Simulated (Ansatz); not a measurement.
**A family of molecules: the vertical ionisation energy**

One atom is swapped for its congeners: C8H4Si `C#C[Si](C#C)(C#C)C#C`; C8H4Ge `C#[C][Ge]([C]#C)([C]#C)[C]#C`; C8H4Sn `C#[C][Sn]([C]#C)([C]#C)[C]#C`. All are singlets with charge 0.

Shapes, held fixed at every level: PBE0-D4/def2-TZVP. Programs: Ansatz 0.2.0. Values in eV.

```
               level  C8H4Si  C8H4Ge  C8H4Sn
   PBE-D4/def2-TZVPP    9.33    9.38    9.36
r2SCAN-D4/def2-TZVPP    9.45    9.51    9.50
 B3LYP-D4/def2-TZVPP    9.72    9.79    9.80
  PBE0-D4/def2-TZVPP    9.82    9.90    9.92
  wB97M-V/def2-TZVPP   10.42   10.55   10.62
   B2PLYP/def2-TZVPP   10.13   10.25   10.31
```

At B2PLYP/def2-TZVPP the vertical ionisation energy rises at every step, from 10.13 to 10.31 eV. 4 of 6 levels show this order throughout; 4 agree on the largest and the smallest. For atoms past krypton def2 sets carry core potentials with scalar relativity. Relativity is left out for Ge unless named. Correlated rows may include outer-core shells of Ge, Sn, which these sets cover unevenly.

Replacing silicon by germanium raises the ionisation energy at every level, but the step from germanium to tin is less secure: PBE and r2SCAN reverse it slightly, while the other four levels continue upward. The change along the series is also much smaller than the spread between methods, so the direction is better supported than any absolute value.

A more electropositive central atom might be expected to ease ionisation, as it does in the tetraalkyls, where the electron leaves an M–C σ orbital. Here it probably leaves the ethynyl π system, in a combination that tetrahedral symmetry keeps from mixing with the central s and p orbitals. Longer M–C bonds then move the ethynyl groups apart and weaken their mutual π repulsion, which would lower the highest occupied level. The semilocal functionals may flatten the trend by overstabilising a hole shared among these weakly coupled groups. Because such a hole would be Jahn–Teller active, the adiabatic order need not follow the vertical one.
